\section*{How the best block length responds: 2000 sweeps on a rutile supercell}

The run I have in mind is variational Monte Carlo on a $2\times2\times2$ supercell of rutile TiO$_2$: 16 formula units, 48 atoms and, with pseudopotentials that keep 12 electrons on Ti and 6 on O, 384 electrons. A sweep proposes one move for every electron. After each sweep we record the local energy averaged over many independent walkers, and after equilibration we hold $M=2000$ records $x_t$. I will change one thing at a time and ask how the best block length and the quality of the error bar respond.

First the scale of the signal. The measured lattice constants at 295 K, as listed by Burdett (1987), are $a=0.459308$ nm and $c=0.295889$ nm, so $V=8a^2c=4.994\times10^{-28}$ m$^3$. Strain the cell along $c$ by $\pm\eta$ with $\eta=0.02$ and the oxygen positions relaxed. The second difference $E_++E_--2E_0$ is $C_{33}\eta^2V$ up to fourth order in $\eta$. The measured room-temperature value $C_{33}=484$ GPa, as listed in ``Elasticity of TiO$_2$ rutile to 1800 K'', gives 97 zJ (1 zJ $=10^{-21}$ J). I use it only as a scale. The statistical inputs are assumed: standard deviation $\sigma=100$ zJ per record, and an exponential autocorrelation with $\tau_{\rm int}=10$ sweeps.

\subsection*{The result}

Let $\rho_k$ be the normalised autocorrelation of the stationary series. My convention is
\begin{equation}
\tau_{\rm int}=1+2\sum_{k\ge1}\rho_k,\qquad S=\sigma^2\tau_{\rm int},\qquad G=2\sigma^2\sum_{k\ge1}k\rho_k,\qquad g=\frac{G}{S}.
\end{equation}
Among $L$ consecutive records there are $L-k$ pairs at distance $k$, so $L$ times the variance of their mean is
\begin{equation}
S_L=\sigma^2\Big[1+2\sum_{k=1}^{L-1}\Big(1-\frac kL\Big)\rho_k\Big]=S-\frac GL+2\sigma^2\sum_{k\ge L}\Big(\frac kL-1\Big)\rho_k .
\label{eq:SL}
\end{equation}
The true error bar of the run is $\sqrt{S_M/M}$, close to $\varepsilon=\sqrt{S/M}$. In blocking, described by Flyvbjerg and Petersen in 1989, we cut the series into $N=M/B$ blocks with means $Y_b$ and form $\hat S_B=\frac{B}{N-1}\sum_b(Y_b-\bar x)^2$. With $\mu$ the exact mean, $\sum_b(Y_b-\bar x)^2=\sum_b(Y_b-\mu)^2-N(\bar x-\mu)^2$, whose expectation is $NS_B/B-NS_M/M$. Hence
\begin{equation}
\langle\hat S_B\rangle=\frac{NS_B-S_M}{N-1},\qquad
\langle\hat S_B\rangle-S_M=-\frac GB ,
\label{eq:bias}
\end{equation}
where the first form is exact and the second drops the tail sum of Eq.~(\ref{eq:SL}). For positive correlations the curve $\hat S_B$ climbs to its plateau from below, and only as $1/B$.

For long blocks the $Y_b$ are nearly independent and Gaussian, so $(N-1)\hat S_B/\langle\hat S_B\rangle$ follows a $\chi^2$ law with $N-1$ degrees of freedom and variance $2(N-1)$. The relative variance of $\hat S_B$ is $2/(N-1)$, and the square root halves a small relative spread. The error bar $\sqrt{\hat S_B/M}$ thus has a relative spread $\delta$ and, in the root-mean-square sense, a shortfall $d$:
\begin{equation}
\delta=\frac{1}{\sqrt{2(M/B-1)}},\qquad d=1-\sqrt{1-g/B}.
\end{equation}
To leading order $\operatorname{Var}\hat S_B=2S^2B/M$, and the mean-square error is
\begin{equation}
\frac{\mathrm{MSE}}{S^2}=\frac{g^2}{B^2}+\frac{2B}{M}
\quad\Rightarrow\quad
B_*^3=Mg^2,\qquad N_*=\Big(\frac Mg\Big)^{2/3},\qquad \frac{g}{B_*}=\frac{1}{\sqrt{N_*}} .
\label{eq:opt}
\end{equation}
All of today's reasoning sits in the response
\begin{equation}
\Delta\ln B_*=\tfrac13\Delta\ln M+\tfrac23\Delta\ln g,\qquad
\Delta\ln N_*=\tfrac23\big(\Delta\ln M-\Delta\ln g\big).
\label{eq:resp}
\end{equation}
The variance $\sigma^2$ has cancelled, and both $d$ and $\delta$ scale roughly as $(g/M)^{1/3}$.

For $\rho_k=r^k=e^{-\kappa k}$ the sums are geometric:
\begin{equation}
\tau_{\rm int}=\frac{1+r}{1-r}=\coth\frac\kappa2,\quad
\frac{G}{\sigma^2}=\frac{\tau_{\rm int}^2-1}{2},\quad
g=\frac{1}{\sinh\kappa},\quad
S_L=S-\frac GL\big(1-r^L\big).
\label{eq:exp}
\end{equation}
For slow decay $g\to\tau_{\rm int}/2$ and $B_*^3\to M\tau_{\rm int}^2/4$.

Our baseline has $r=9/11$, $G/\sigma^2=49.5$ and $g=4.95$. Then $B_*=36.6$ (the slow-decay form gives 36.8), $N_*=55$, $g/B_*=0.135$, $d=7.0\%$, $\delta=9.7\%$ and $\varepsilon=7.1$ zJ. The dropped tail is $r^{B_*}=6.5\times10^{-4}$ of the bias. Three independent runs give the second difference a noise $\sqrt6\,\varepsilon=17$ zJ, or 18\% of the signal, and blocking at $B_*$ would typically report 17\%.

\emph{Question: my code defines $\tau_{\rm int}$ as $\frac12+\sum_k\rho_k$. Which formula do I use?}

Your time $\tau'$ is half of mine, so $S=2\sigma^2\tau'$ and the slow-decay form reads $B_*^3=M\tau'^2$. The form $Mg^2$ is free of the convention.

\emph{Question: a 13.5\% bias is not small. Is the leading order good enough?}

For the position of the optimum it is. With $u=g/B$, a block mean has scaled variance $S(1-u)$ and neighbouring blocks have scaled covariance $Su/2$, so for Gaussian data
\begin{equation}
\frac{\operatorname{Var}\hat S_B}{S^2}\simeq\frac{2}{N-1}\Big[(1-u)^2+\frac{u^2}{2}\Big].
\end{equation}
The factor $(1-u)^2$ lowers the absolute variance by 25\%. Its linear term, however, contributes $-4g/M$, which does not depend on $B$. The quadratic terms move $B_*$ by $+u^2/2=+0.9\%$, and $N-1$ in place of $N$ moves it by $-2/(3N)=-1.2\%$. The spread $\delta$ refers to the estimate's own mean and hardly changes. Averaging the square root costs a further $1/[4(N-1)]=0.5\%$ on top of $d$. So I quote two figures for $d$ and $\delta$.

\subsection*{Change 1: four times as many sweeps}

The reasoning first. More data make long blocks cheaper, so $B_*$ must rise. It cannot rise in proportion to $M$, because then $N$ and the noise would stay put while the bias fell, and at the optimum the squared bias is locked to half the variance. Equation (\ref{eq:resp}) gives one third of the logarithmic gain to block length and two thirds to block number: factors $4^{1/3}=1.59$ and $4^{2/3}=2.52$. For $M=8000$ the calculation gives $B_*=58$, $N_*=138$, $d=4.4\%$, $\delta=6.0\%$. The error bar halves to 3.5 zJ, while its relative quality improves only by about $4^{-1/3}=0.63$.

\subsection*{Change 2: half the time step}

Take drift-diffusion moves with a Metropolis test. The sampled distribution $|\Psi_T|^2$ does not depend on the step, so $\sigma$ stays. If the acceptance is close to one, the walk follows a continuous diffusion and $\kappa$ is proportional to the step. Halving the step about doubles $g$, so I expect $B_*$ up by $2^{2/3}=1.59$, $N_*$ down to 0.63 of its value, and $d$ and $\delta$ up by about $2^{1/3}=1.26$. Equation (\ref{eq:exp}) with $\kappa\to\kappa/2$ gives $g=\sqrt{10^2-1}=9.95$ and $\tau_{\rm int}=10+\sqrt{99}=19.95$. Then $B_*=58$, $N_*=34$, $d=8.9\%$, $\delta=12\%$ and $\varepsilon=10.0$ zJ, with a tail $r^{B_*}=2.9\times10^{-3}$. Changes 1 and 2 give the same block length and opposite shifts in reliability, because reliability follows $M/g$ and block length follows $Mg^2$.

\emph{Question: does the sign hold for any starting step?}

No. If the starting step is so large that most moves are rejected, a smaller one can shorten the correlation, and the signs reverse. Equation (\ref{eq:resp}) still holds, but the change of $g$ must then come from the data.

\subsection*{Change 3: a cell twice as long}

Go to $2\times2\times4$ with the same walkers and sweeps. If distant regions fluctuate nearly independently, $\sigma^2$ doubles. It multiplies $S$ and $G$ alike, so the predicted change of $B_*$, $N_*$, $d$ and $\delta$ is zero, provided $\rho_k$ per sweep is unchanged. The longer waves of the new cell need not be slower. In the diffusion limit a density mode of wave number $q$ starts to decay at the rate $Dq^2/s(q)$, with $D=\hbar/2m_e$ and $s(q)$ the structure factor of $|\Psi_T|^2$, and this stays finite when the Jastrow factor gives $s\propto q^2$. The error bar of the cell rises to 10.0 zJ, per formula unit it falls from 0.44 to 0.31 zJ, and the noise on the second difference drops to 13\%. More walkers act in the same way: $\sigma$ changes and $B_*$ does not.

\emph{Question: my computer time is fixed, not my number of sweeps.}

Then this is change 1 run backwards. A sweep typically costs between the square and the cube of the electron number. Take the square, so $M=500$. We get $B_*=23$, $N_*=22$, $d=11\%$, $\delta=16\%$ and $\varepsilon=20$ zJ, and the noise on the second difference is 25\%, worse than in the small cell.

\subsection*{Change 4: one oxygen atom removed}

A neutral vacancy leaves 378 electrons, two of which are released from their bonds. If their orbitals in $\Psi_T$ have lobes on several Ti sites joined by regions of low density, the walk may pass between the lobes only rarely. I model this by a weak slow mode at fixed $\sigma$,
\begin{equation}
\rho_k=(1-w)\,r_1^k+w\,r_2^k ,
\end{equation}
with the assumed values $w=0.02$, $\tau_1=10$, $\tau_2=200$ and $r_i=(\tau_i-1)/(\tau_i+1)$. A mode enters $S$ as $w\tau_2$ and $G$ as about $w\tau_2^2/2$. So $S$ should rise modestly, $G$ strongly, and $B_*$ with it. The sums are linear in $\rho_k$:
\begin{equation}
\tau_{\rm int}=9.8+4.0=13.8,\qquad \frac{G}{\sigma^2}=48.51+399.99=448.5,\qquad g=32.5 .
\end{equation}
$S$ rises by 38\%, $G$ by a factor 9.1, $\varepsilon$ goes to 8.3 zJ, and Eq.~(\ref{eq:opt}) gives $B_*=128$, a factor 3.5.

The sign is right but the size is not, because $r_2^{B_*}=0.28$ and the tail now rivals the bias. We return to the exact form in Eq.~(\ref{eq:bias}) with
\begin{equation}
\frac{S_L}{\sigma^2}=13.8-\frac{48.51\,(1-r_1^L)+399.99\,(1-r_2^L)}{L},
\end{equation}
so that $S_M=13.58\,\sigma^2$, and take $\operatorname{Var}\hat S_B=2\langle\hat S_B\rangle^2/(N-1)$. At $B=80$ this differs from the full Gaussian variance, with all covariances between blocks, by less than 3\%. For $B=40$, 80, 125 the ratio $\langle\hat S_B\rangle/S_M$ is 0.68, 0.76, 0.81, and $\sqrt{\mathrm{MSE}}/S_M$ is 0.35, 0.33, 0.35. At $B=125$ the relative bias is 0.19 where $g/B$ says 0.26. The minimum is shallow and lies near $B=72$, so the best block about doubles. At $B=80$ the error bar is short by 13\% with a spread of 14\%.

\emph{Question: would I see the slow mode on the reblocking curve?}

Hardly. At $B=40$ the expected $\hat S_B/\sigma^2$ moves from 8.74 in the perfect cell to 9.20, so the reported error bar grows by 2.6\% while the true one grows by 17\%. The noise at 50 blocks is 10\%. Between $B=40$ and $B=125$ the expected error bar climbs by 9\% while its spread reaches 18\%, so the curve passes for a plateau. In variational Monte Carlo there is a way round. The walkers are independent, so if each has equilibrated and its own mean is stored, the scatter of $W$ such means estimates the variance of the grand mean without blocking bias, and the error bar has spread $1/\sqrt{2(W-1)}$.

\subsection*{Change 5: energy recorded every fifth sweep}

Thinning by $n$ replaces $M$ by $M/n$ and $\kappa$ by $n\kappa$. Counted in sweeps, the block obeys
\begin{equation}
(nB_*)^3=M\Big(\frac{n}{\sinh n\kappa}\Big)^2,\qquad \varepsilon^2=\frac{\sigma^2}{M}\,n\coth\frac{n\kappa}{2}.
\end{equation}
Since $\sinh n\kappa>n\sinh\kappa$ the block gets shorter, and $n\coth(n\kappa/2)$ grows with $n$, so the error bar gets larger. Both shifts begin at order $\kappa^2(n^2-1)$ and stay mild while $n\kappa\lesssim1$. With $\kappa=0.2007$ and $n=5$, the effective $g$ in sweeps falls from 4.95 to 4.24, the block from 37 to 33 sweeps, the effective time rises from 10 to 10.8 and $\varepsilon$ by 3.9\%, for one fifth of the energy evaluations.

\begin{center}
\begin{tabular}{lccccc}
case & $B$ & $N$ & $d$ (\%) & $\delta$ (\%) & $\varepsilon$ (zJ)\\ \hline
baseline & 37 & 55 & 7.0 & 9.7 & 7.1\\
$M=8000$ & 58 & 138 & 4.4 & 6.0 & 3.5\\
half step & 58 & 34 & 8.9 & 12 & 10.0\\
double cell, $M=2000$ & 37 & 55 & 7.0 & 9.7 & 10.0\\
double cell, $M=500$ & 23 & 22 & 11 & 16 & 20\\
vacancy model, $B$ set to 80 & 80 & 25 & 13 & 14 & 8.3
\end{tabular}
\end{center}

\emph{Question: a rule in common use asks for $B^3>2M\tau_{\rm int}^2$. Which is right?}

They answer different wishes. That threshold is eight times $M\tau_{\rm int}^2/4$, so its block is twice $B_*$ for slow decay. With $x=B/B_*$, Eq.~(\ref{eq:opt}) gives $\mathrm{MSE}/\mathrm{MSE}_*=(x^{-2}+2x)/3$, which is 1.42 at $x=2$ and 1.67 at $x=\frac12$. Erring long costs less than erring short, and it trades a one-sided shortfall for scatter of either sign. For the baseline the rule gives $B=74$, $d=3.4\%$ and $\delta=14\%$. Its exponents in $M$ and $\tau_{\rm int}$ match those of Eq.~(\ref{eq:resp}), so it responds to changes 1 to 3 in nearly the same way. It depends on $S/\sigma^2$ alone and not on $G$, so for the vacancy it raises $B$ by at most $1.38^{2/3}=1.24$, and by less when $\tau_{\rm int}$ is read from the biased curve.